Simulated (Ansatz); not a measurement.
## Ligand exchange: how K changes with temperature for KH + GaH2(NH2) ⇌ KNH2 + GaH3

Species: KH, singlet; GaH2(NH2), singlet; KNH2 `[NH2][K]`, singlet; GaH3 `[GaH3]`, singlet. The partners trade H for NH2: K–H and Ga–NH2 bonds give way to K–NH2 and Ga–H.

The electronic reaction energy at CCSD(T)/def2-TZVPP is +29.1 kJ/mol. Shapes: PBE0-D4/def2-TZVP. Programs: Ansatz 0.2.0. Enthalpy and entropy come from rigid-rotor, harmonic-oscillator sums on unscaled PBE0-D4/def2-TZVP wavenumbers, ideal gases at 1 bar. Symmetry numbers: KH 1, GaH2(NH2) 2, KNH2 2, GaH3 6. R = 8.3145 J/(mol K).

```
T (K)  ΔH (kJ/mol)  ΔS (J/(mol K))
  700        +27.3            +8.5
 1000            ?               ?
 1300        +24.0            +5.1
```

Work out ln K at 700 and 1300 K, and from these estimate it at 1000 K.


1. 700 K: ΔG = +27.3 − 700 × (+8.5)/1000 = +21.4 kJ/mol; ln K = −ΔG/RT = -3.68.
2. 1300 K: ΔG = +24.0 − 1300 × (+5.1)/1000 = +17.4 kJ/mol; ln K = −ΔG/RT = -1.61.
3. Slope against 1000/T: (-1.61 − (-3.68))/(0.7692 − 1.4286) = -3.14, that is −ΔH/R with ΔH near +26 kJ/mol.
4. 1000 K: ln K = -3.68 + (-3.14) × (1.0000 − 1.4286) = -2.33.

The full sums give ΔH = +25.6 kJ/mol, ΔS = +6.5 J/(mol K), ΔG = +19.1 kJ/mol and ln K = -2.30 at 1000 K, so the line is off by -0.03 in ln K; without rounding the miss is -0.03, from the change of ΔH with temperature. The reactants are favoured over this whole range. An error of 10 kJ/mol in the energy moves ln K by 1.2 at 1000 K. Soft modes are treated as harmonic, which can err either way at these temperatures; the lowest are those of KNH2 (258 cm⁻¹). GaH3 would pair up to its dimer, which this equilibrium leaves out. Relativity is left out for Ga. Outer-core shells of Ga, K are correlated, in sets that cover them unevenly.

The exchange is uphill because of enthalpy: ln K rises from -3.68 to -1.61 on heating but stays negative, and the small positive entropy offsets only part of the cost. Gallium evidently gains more than potassium from exchanging hydride for amide. The likely reason is that the Ga–N bond is strong and polar, with some donation from the nitrogen lone pair into the empty gallium p orbital, which GaH3 cannot replace. Potassium binds both anions mainly ionically, so the K–NH2 contact doesn't make up the loss.

With two molecules on each side, no translational freedom is gained. However, replacing diatomic KH with nonlinear KNH2 turns one vibration into a rotation. This favours the products in entropy, despite the high symmetry of GaH3. A classical rotation stores less heat than a fully excited vibration, which helps explain why ΔH and ΔS both fall with temperature. The preference for the reactants can't be carried over to the solid potassium salts, where lattice energies also count.
